Dear colleague,

The two upper members of the tellurium ground triplet almost coincide, with $J=0$ slipping under $J=1$, while sulfur and selenium keep the order 2, 1, 0. Why these two levels must cross as the spin-orbit coupling grows, and at what ratio of spin-orbit coupling to electron repulsion, follows from a configuration-interaction problem that can be solved by hand: fifteen states, two parameters, and no matrix larger than $2\times2$. On which side of the crossing tellurium lies is not decided by this model; that sign enters through the choice of inputs. It is also the simplest case of what a spin-orbit CI does for molecular states, where spin-free terms are mixed by an effective one-electron operator. I derive it for $p^2$, carry it over to $p^4$, and then say how far it can be trusted for tellurium.

## 1. Premises and conventions

1. The atom has closed inner shells and $N$ electrons in one $np$ shell. All six spin-orbitals share one radial function $R(r)$, with $\int R^2r^2\,dr=1$. No other configuration is admitted.
2. Inside this space the Hamiltonian is, up to a constant, $H=V+H_{so}$, with $V=\sum_{i<j}e^2/(4\pi\varepsilon_0 r_{ij})$ and $H_{so}=\sum_i\xi(r_i)\,\mathbf l_i\cdot\mathbf s_i$. Angular momenta are in units of $\hbar$. For a central potential energy $U(r)$ the Pauli form is $\xi=\hbar^2U'(r)/(2m_e^2c^2r)$. Only the average $\zeta=\int R^2\xi\,r^2dr$ enters, and it is positive for an attractive core. For heavy atoms I treat $\zeta$ as an effective parameter.
3. Phases are those of Condon and Shortley: $l_\pm$ and $s_\pm$ have positive matrix elements, and $L$ is coupled before $S$. The symbol $(m^{\pm},m'^{\pm})$ is the normalised determinant of two spin-orbitals with orbital projections $m,m'$ and spin up or down; $\bar1$ means $m=-1$. Exchanging the two entries changes the sign.

Two electrons in six spin-orbitals give 15 determinants, which make up the terms $^3P$ (9 states), $^1D$ (5) and $^1S$ (1). $V$ commutes with $\mathbf L$ and $\mathbf S$ separately, while $H_{so}$ commutes only with $\mathbf J=\mathbf L+\mathbf S$. The levels are $^3P_0,{}^3P_1,{}^3P_2,{}^1D_2,{}^1S_0$, so $H$ splits into a $2\times2$ block for $J=0$, a single element for $J=1$ and a $2\times2$ block for $J=2$.

## 2. The spin-free terms

Expand $1/r_{12}=\sum_k (r_<^k/r_>^{k+1})\sum_q C_{kq}(1)\,C_{kq}^*(2)$ with $C_{kq}=\sqrt{4\pi/(2k+1)}\,Y_{kq}$. Between $p$ orbitals parity and the triangle rule leave $k=0$ and $k=2$. The radial factors are the Slater integrals

$$F^k=\frac{e^2}{4\pi\varepsilon_0}\iint R^2(r_1)R^2(r_2)\frac{r_<^k}{r_>^{k+1}}\,r_1^2r_2^2\,dr_1dr_2,\qquad F_0=F^0,\quad F_2=\frac{F^2}{25}.$$

Let $c(m,m')=\langle Y_{1m}|C_{2,m-m'}|Y_{1m'}\rangle$ and $u=\cos\theta$. Three integrals suffice:

$$c(0,0)=\tfrac32\int_{-1}^{1}u^2P_2\,du=\tfrac25,\qquad c(\pm1,\pm1)=\tfrac34\int_{-1}^{1}(1-u^2)P_2\,du=-\tfrac15,$$

$$|c(\pm1,0)|=\tfrac{3\sqrt3}{4}\int_{-1}^{1}u^2(1-u^2)\,du=\tfrac{\sqrt3}{5}.$$

The diagonal element of $V$ for a determinant is the direct term $F^0+c(m,m)c(m',m')F^2$ minus, for parallel spins and hence $m\ne m'$, the exchange term $c(m,m')^2F^2$.

The determinant $(1^+,0^+)$ is the only one with $M_L=1,M_S=1$, so it is pure $^3P$: $E({}^3P)=F_0-2F_2-3F_2=F_0-5F_2$. The determinant $(1^+,1^-)$ is the only one with $M_L=2$, so it is pure $^1D$: $E({}^1D)=F_0+F_2$. The space $M_L=M_S=0$ holds $(1^+,\bar1^-)$, $(\bar1^+,1^-)$ and $(0^+,0^-)$, with diagonal elements $F_0+F_2$, $F_0+F_2$ and $F_0+4F_2$. It contains each term once and the trace does not depend on the basis, so

$$E({}^1S)=(3F_0+6F_2)-(F_0-5F_2)-(F_0+F_2)=F_0+10F_2 .$$

From here on the zero of energy is the spin-free $^3P$ term. Then $^1D$ lies at $6F_2$ and $^1S$ at $15F_2$.

## 3. The spin-orbit matrix

With $h=\mathbf l\cdot\mathbf s=l_zs_z+\tfrac12(l_+s_-+l_-s_+)$ and all non-zero elements of $l_\pm$ equal to $\sqrt2$ for $l=1$,

$$h\,1^+=\tfrac12\,1^+,\qquad h\,1^-=-\tfrac12\,1^-+\tfrac1{\sqrt2}\,0^+,\qquad h\,0^+=\tfrac1{\sqrt2}\,1^-,$$

$$h\,\bar1^-=\tfrac12\,\bar1^-,\qquad h\,\bar1^+=-\tfrac12\,\bar1^++\tfrac1{\sqrt2}\,0^-,\qquad h\,0^-=\tfrac1{\sqrt2}\,\bar1^+ .$$

$H_{so}/\zeta$ acts on a determinant as $h$ on the first entry plus $h$ on the second. Matrix elements do not depend on $M_J$, so any convenient $M_J$ will do.

**$J=2$.** At $M_J=2$ there are two determinants, $B=(1^+,0^+)$, which is $^3P_2$, and $A=(1^+,1^-)$, which is $^1D_2$. The table gives $H_{so}B=\zeta[\tfrac12B+\tfrac1{\sqrt2}A]$ and $H_{so}A=\zeta[(\tfrac12-\tfrac12)A+\tfrac1{\sqrt2}B]$.

**$J=1$.** At $M_J=1$ the determinants are $(1^+,0^-)$, $(1^+,\bar1^+)$ and $(1^-,0^+)$, with diagonal elements $\zeta/2$, $0$ and $-\zeta/2$. The trace is zero. The two $J=2$ states use up $\zeta/2$ of it, so $^3P_1$ lies at $-\zeta/2$.

**$J=0$.** At $M_J=0$ write $a=(1^+,\bar1^-)$, $b=(\bar1^+,1^-)$, $o=(0^+,0^-)$, $d=(1^-,0^-)$, $e=(0^+,\bar1^+)$. Coupling two $l=1$ to $L=0$ with the coefficients $(-1)^{1-m}/\sqrt3$ and taking the spin singlet gives $|{}^1S_0\rangle=(a-o+b)/\sqrt3$. For the triplet, lower from $B$: $L_-B=\sqrt2\,(1^+,\bar1^+)$ and $L_-(1^+,\bar1^+)=\sqrt2\,e$, so $|M_L,M_S\rangle=|{-1},1\rangle=e$. Further $S_-(1^+,\bar1^+)=a-b$, so $|0,0\rangle=(a-b)/\sqrt2$, and $S_-^2B=2d$, so $|1,-1\rangle=d$. The same coefficients couple $L=1$ and $S=1$ to $J=0$:

$$|{}^3P_0\rangle=\tfrac1{\sqrt3}\left[d+e-\tfrac1{\sqrt2}(a-b)\right].$$

The table gives $H_{so}a=\zeta a$, $H_{so}o=\zeta(d+e)/\sqrt2$ and $H_{so}b=\zeta[-b-(d+e)/\sqrt2]$, the last sign coming from reordering $(0^-,1^-)=-d$ and $(\bar1^+,0^+)=-e$. Therefore

$$H_{so}|{}^1S_0\rangle=\tfrac{\zeta}{\sqrt3}\left[a-b-\sqrt2\,(d+e)\right]=-\sqrt2\,\zeta\,|{}^3P_0\rangle .$$

The singlet has no diagonal element and the coupling is $-\sqrt2\zeta$. The diagonal elements of $a,b,o,d,e$ are $\zeta,-\zeta,0,-\zeta/2,-\zeta/2$, with sum $-\zeta$. The $J=2$ pair contributes $\zeta/2$, $^3P_1$ contributes $-\zeta/2$ and $^1S_0$ nothing, which leaves $-\zeta$ for $^3P_0$.

With the triplet listed first in each block,

$$H_0=\begin{pmatrix}-\zeta&-\sqrt2\zeta\\-\sqrt2\zeta&15F_2\end{pmatrix},\qquad H_1=-\frac\zeta2,\qquad H_2=\begin{pmatrix}\zeta/2&\zeta/\sqrt2\\ \zeta/\sqrt2&6F_2\end{pmatrix}.\tag{1}$$

The signs of the off-diagonal elements belong to the phase convention; the energies contain only their squares.

## 4. Closed solution for $p^2$ and its two limits

A symmetric matrix with diagonal $p,q$ and coupling $v$ has the eigenvalues $\tfrac12(p+q)\pm\tfrac12\sqrt{(q-p)^2+4v^2}$. For (1),

$$E_0^\pm=\tfrac12(15F_2-\zeta)\pm\tfrac12\sqrt{225F_2^2+30F_2\zeta+9\zeta^2},$$

$$E_2^\pm=3F_2+\tfrac14\zeta\pm\tfrac12\sqrt{36F_2^2-6F_2\zeta+\tfrac94\zeta^2},\qquad E_1=-\tfrac12\zeta.\tag{2}$$

In units of $F_2$ the spectrum depends on the single ratio $x=\zeta/F_2$.

**LS limit, $x\ll1$.** Expanding the roots to second order,

$$E_0^-=-\zeta-\frac{2\zeta^2}{15F_2},\quad E_2^-=\frac\zeta2-\frac{\zeta^2}{12F_2},\quad E_2^+=6F_2+\frac{\zeta^2}{12F_2},\quad E_0^+=15F_2+\frac{2\zeta^2}{15F_2}.$$

The first-order parts $-\zeta,-\zeta/2,+\zeta/2$ are $\tfrac12A_L[J(J+1)-4]$ with $A_L=\zeta/2$. The intervals are $E_2-E_1=\zeta$ and $E_1-E_0=\zeta/2$, which is the Landé rule with its ratio 2:1. Dividing $\zeta(1-x/12)$ by $\tfrac12\zeta(1+4x/15)$ gives the first correction,

$$\frac{E_2^--E_1}{E_1-E_0^-}=2\left[1-\tfrac7{20}x+O(x^2)\right].\tag{3}$$

**jj limit, $x\gg1$.** The roots become $3\zeta+5F_2$ and $\tfrac32\zeta-2F_2$, up to terms of order $F_2^2/\zeta$. Then $E_0^-=-2\zeta+5F_2$; $E_1=-\zeta/2$ and $E_2^-=-\zeta/2+4F_2$; $E_2^+=\zeta+2F_2$ and $E_0^+=\zeta+10F_2$. The leading parts are sums of the one-electron values $\tfrac12\zeta[j(j+1)-\tfrac{11}4]$, which are $-\zeta$ for $p_{1/2}$ and $+\zeta/2$ for $p_{3/2}$. The groups are $p_{1/2}^2$ at $-2\zeta$ ($J=0$), $p_{1/2}p_{3/2}$ at $-\zeta/2$ ($J=1,2$) and $p_{3/2}^2$ at $+\zeta$ ($J=2,0$).

The order 0, 1, 2 of the three lowest levels is the same in both limits, and it holds in between. The lower root of a block lies below its diagonal elements, so $E_0^-<-\zeta<E_1$. The matrix $H_2-E_1$ has positive diagonal elements and determinant $\zeta(6F_2+\zeta/2)-\zeta^2/2=6F_2\zeta>0$, so both $J=2$ roots lie above $E_1$.

## 5. From $p^2$ to $p^4$

Let $a_\mu^\dagger$ create spin-orbital $\mu$ of the shell. A Hermitian one-electron operator is, by the anticommutation rule,

$$T=\sum t_{\mu\nu}a^\dagger_\mu a_\nu=\operatorname{tr}t-\sum t_{\mu\nu}\,a_\nu a^\dagger_\mu .$$

Let $|\bar\mu\rangle=\Theta|\mu\rangle$ be the time-reversed spin-orbital and define hole operators $b^\dagger_{\bar\nu}=a_\nu$, whose vacuum is the full shell. If $\Theta t\Theta^{-1}=\eta t$ with $\eta=\pm1$, antiunitarity gives $t_{\bar\nu\bar\mu}=\eta\,t^*_{\nu\mu}=\eta\,t_{\mu\nu}$. Hence

$$T=\operatorname{tr}t-\eta\sum t_{\bar\nu\bar\mu}\,b^\dagger_{\bar\nu}b_{\bar\mu}.$$

A traceless time-odd operator acts on holes as on electrons, and a traceless time-even operator acts with the opposite sign. The components of $\mathbf l$ and $\mathbf s$ are traceless and odd, so two holes have the same $L,S,J$ states as two electrons. The product $\mathbf l\cdot\mathbf s$ is traceless and even, so $\zeta\to-\zeta$.

For $V$, take the five real combinations $C_\kappa$ of the $C_{2q}$, for which $\sum_qC_{2q}(1)C^*_{2q}(2)=\sum_\kappa C_\kappa(1)C_\kappa(2)$, and let $Q_\kappa$ be their one-electron operators in the shell. Using $a^\dagger_\mu a^\dagger_\nu a_\sigma a_\rho=a^\dagger_\mu a_\rho a^\dagger_\nu a_\sigma-\delta_{\nu\rho}a^\dagger_\mu a_\sigma$,

$$V=\tfrac12N(N-1)F^0+\tfrac12F^2\Big[\sum_\kappa Q_\kappa^2-\tfrac25N\Big].$$

The factor $\tfrac25$ arises because the sum of the squared $3\times3$ matrices of $C_\kappa$ is a rotational scalar, a multiple of the unit matrix, and its $m=0$ element is $(4+3+3)/25$. Each $Q_\kappa$ is traceless and even, so it changes sign and $Q_\kappa^2$ does not. The term separations of $p^4$ are therefore those of $p^2$; only the constant moves, putting $^3P$ at $6F_0-15F_2$. Relative to that term, with $\zeta>0$ still the one-electron constant and $\Delta=15F_2$,

$$E_0^\pm=\tfrac12(\Delta+\zeta)\pm\tfrac12\sqrt{\Delta^2-2\Delta\zeta+9\zeta^2},$$

$$E_2^\pm=3F_2-\tfrac14\zeta\pm\tfrac12\sqrt{36F_2^2+6F_2\zeta+\tfrac94\zeta^2},\qquad E_1=+\tfrac12\zeta.\tag{4}$$

At small $x$ the triplet is inverted, $-\zeta/2,+\zeta/2,+\zeta$ for $J=2,1,0$, and the ratio (3) becomes $2[1+\tfrac7{20}x]$. At large $x$ the roots are $3\zeta-5F_2$ and $\tfrac32\zeta+2F_2$. The groups are $p_{1/2}^2p_{3/2}^2$ with $E_2^-=-\zeta+2F_2$ and $E_0^-=-\zeta+10F_2$, then $p_{1/2}p_{3/2}^3$ with $E_1=\zeta/2$ and $E_2^+=\zeta/2+4F_2$, then $p_{3/2}^4$ with $E_0^+=2\zeta+5F_2$. The lower $J=0$ level starts above $J=1$ and ends in the group below it. Levels of different $J$ do not repel each other, so the two must cross.

## 6. The crossing

From (4), the gap $\delta=E_0^--E_1$ is

$$\delta=\tfrac12\left[\Delta-\sqrt{\Delta^2-2\Delta\zeta+9\zeta^2}\right]=\frac{\zeta\,(2\Delta-9\zeta)}{2\left[\Delta+\sqrt{\Delta^2-2\Delta\zeta+9\zeta^2}\right]},\tag{5}$$

where the second form follows on multiplying above and below by $\Delta$ plus the root. The denominator is positive, so

$$\delta>0\ \text{ for }\ \zeta<\tfrac29\Delta,\qquad \delta<0\ \text{ for }\ \zeta>\tfrac29\Delta,\qquad x^*=\tfrac{10}{3}.\tag{6}$$

$F_2$ enters (5) only through $\Delta$, so the condition $\zeta=2\Delta/9$ survives if the spin-free $^1S$–$^3P$ separation is given a value other than $15F_2$. Four consequences follow.

(a) The radicand is smallest at $\zeta=\Delta/9$, where it equals $8\Delta^2/9$. The gap thus rises from zero to a maximum $\Delta(3-2\sqrt2)/6=0.429\,F_2$ at $x=5/3$ and falls afterwards.

(b) At the crossing the first row of the $p^4$ block reads $(\zeta-\zeta/2)c_P+\sqrt2\zeta c_S=0$, so $c_S^2/c_P^2=1/8$ and the $^1S$ weight is $1/9$. The level is still eight-ninths triplet. The order changes long before jj coupling is reached, and the label $^3P_0$ remains sensible.

(c) By the Hellmann–Feynman theorem $\partial E_0^-/\partial\Delta=c_S^2=1/9$ and $\partial E_0^-/\partial\zeta=c_P^2-2\sqrt2|c_Pc_S|=\tfrac89-\tfrac89=0$ at the crossing. To first order in the distance from it,

$$\delta\approx\frac\Delta9-\frac\zeta2.\tag{7}$$

The lowest eigenvalue of a matrix linear in $\zeta$ is concave in $\zeta$, so $E_0^-$ has its maximum, $\Delta/9$, at the point where the steadily rising $E_1$ overtakes it. Second-order perturbation theory, $\delta=\zeta/2-2\zeta^2/\Delta$, would put the crossing at $x=3.75$, which is 12.5 per cent above the exact root of the model.

(d) It is the only crossing. For $J=2$, $\det(H_2-E_1)=-6F_2\zeta<0$, so $E_1$ stays between the two roots. $E_0^+$ lies above the diagonal element $\zeta$ and hence above $E_1$. A common root $y=E/F_2$ of the $J=0$ and $J=2$ polynomials, $y^2-(15+x)y+15x-2x^2$ and $y^2-(6-x/2)y-3x-x^2/2$, must annul their difference, which gives $y=x(12-x)/(x+6)$. Inserted in the second polynomial this yields $-6x(4x^2-15x+90)/(x+6)^2$, and the quadratic factor has the negative discriminant $-1215$.

Your spectra can test the model without circularity. Let $\alpha_1=E_1-E_2^-$ and $\alpha_2=E_2^+-E_2^-$, and put $s=\alpha_2-2\alpha_1$. The trace $6F_2-\zeta/2=2E_2^-+\alpha_2$ gives $6F_2=\tfrac32\zeta+s$, and $\alpha_2^2=(6F_2+\zeta/2)^2+2\zeta^2$ then gives $6\zeta^2+4s\zeta+s^2-\alpha_2^2=0$, with the positive root $\zeta=[-2s+\sqrt{6\alpha_2^2-2s^2}]/6$. Both $J=0$ levels are then predictions. A further test is the Zeeman factor of the ground level. With the electron $g$ set to 2, pure $^3P_2$ has $3/2$ and pure $^1D_2$ has 1, and $L_z+2S_z$ cannot connect different $S$, so $g=\tfrac32-\tfrac12w_2$ for a $^1D$ weight $w_2$. The singlet weight of the lower root of a block is $\tfrac12[1-(q-p)/\sqrt{(q-p)^2+4v^2}]$.

## 7. Range of validity

The solution is exact within the premises for every $x$; what limits it is the premises.

*Other configurations, spin-free.* Correlation shifts the three terms unequally. The model ratio $15:6$ of the two separations is typically violated by several per cent in these atoms, so a $\Delta$ taken as $15F_2$ with $F_2$ fixed on $^1D$ is uncertain to about 5 per cent. The effect on $\delta$ is the $^1S$ weight times the shift.

*One radial function.* The $p_{1/2}$ orbital is more compact than $p_{3/2}$. In the present language this is spin-orbit mixing with higher $p$ orbitals and the continuum, with relative amplitude of order $\zeta/I$ and energy of order $\zeta^2/I$, where $I$ is about the ionisation energy. Effective $\zeta$ and $F_2$ absorb much of it, but the diagonal and off-diagonal elements of (1) then need not share one $\zeta$.

*Two-electron magnetic terms.* The spin-other-orbit interaction with the core is absorbed in $\zeta$. Within the open shell the scale of the spin-spin and mutual spin-orbit terms is $N_A\mu_0g_e^2\mu_B^2/(4\pi r^3)$, which is 6.2 J mol$^{-1}$ for an assumed separation $r=0.15$ nm. Averaging and angular factors may raise it by an order of magnitude. These terms matter most for light atoms, where $\zeta$ is small.

*Environment.* The blocks need spherical symmetry. In a molecule or crystal the ligand field splits the $p$ shell, $J$ is lost, and the blocks must be rebuilt with the species of the double group. The free-atom result applies to dissociation limits and weakly perturbed atoms.

## 8. Sulfur, selenium, tellurium

The inputs below are approximate effective values. I chose them so that (4) reproduces the typical level pattern of these atoms, including the near coincidence in tellurium with $J=0$ slightly lower, so no agreement is claimed for any entry and all results are the model's. Energies are molar, in kJ mol$^{-1}$; 1 kJ mol$^{-1}$ corresponds to a wavenumber of 8359 m$^{-1}$. Levels are counted from $^3P_2$.

| | S | Se | Te |
|---|---|---|---|
| $\zeta$ (input) | 4.6 | 21.7 | 47.3 |
| $F_2$ (input) | 18.0 | 16.6 | 13.9 |
| $x$ | 0.26 | 1.31 | 3.40 |
| $^3P_1$ | 4.7 | 23.8 | 56.9 |
| $^3P_0$ | 6.8 | 30.6 | 56.4 |
| $^1D_2$ | 110.5 | 114.6 | 126.2 |
| $^1S_0$ | 272.6 | 266.0 | 265.9 |
| $\delta$ | 2.1 | 6.8 | $-0.5$ |
| $^1S$ in $^3P_0$, % | 0.06 | 1.7 | 11.5 |
| $^1D$ in $^3P_2$, % | 0.09 | 1.8 | 7.6 |

Sulfur is close to the Landé limit: the interval ratio is 2.19 from (4) and 2.18 from the first-order formula. In selenium the singlet weights are still below 2 per cent, yet the ratio is 3.5 against a first-order 2.9, because $x$ is approaching the maximum of $\delta$ at $5/3$ while the $J=2$ to $J=1$ interval keeps growing. The model's ground-level $g$ is 1.49 for selenium and 1.46 for tellurium.

For tellurium $\Delta=208.5$, $2\Delta-9\zeta=-8.7$ and the root in (5) is 209.5, so (5) gives $\delta=-0.49$ and the linear form (7) gives $-0.48$. The magnitude is a wavenumber of about $4\times10^3$ m$^{-1}$. It is the small difference of two quantities near 23 kJ mol$^{-1}$, and the neglected terms are as large as it is:

- The crossing needs $\Delta=9\zeta/2=212.85$, only 2.1 per cent above the value used. Changing $\Delta$ by $+5$ or $-5$ per cent gives $\delta=+0.7$ or $-1.7$.
- Raising the off-diagonal element of the $J=0$ block by 1 per cent, all else fixed, lowers $\delta$ by 0.43. With a typical $I\approx870$ kJ mol$^{-1}$, $\zeta/I$ is 0.05 and $\zeta^2/I$ is 2.6, so a change of that size cannot be excluded.
- Half a unit in the last digit of $F_2$ moves $\delta$ by 0.09. The two-electron magnetic terms, on the estimate above, are of that size or smaller.

For selenium the same 5 per cent changes of $\Delta$ give $\delta=7.0$ and $6.6$, and sulfur lies farther still from $x^*$, so the order 2, 1, 0 is secure in both. For tellurium the model shows only a condition: $^3P_0$ and $^3P_1$ can lie much closer to each other than to the ground level only if $\zeta\approx2\Delta/9$, that is $x\approx10/3$. The tellurium inputs were chosen to lie there, so the value of $x$, the near coincidence of the two levels some 57 kJ mol$^{-1}$ above the ground level and the sign of $\delta$ are all fitted and not predicted. The sign is best read from the Zeeman pattern, where the $J=1$ level splits into three components with $g=3/2$ and the $J=0$ level has no linear splitting.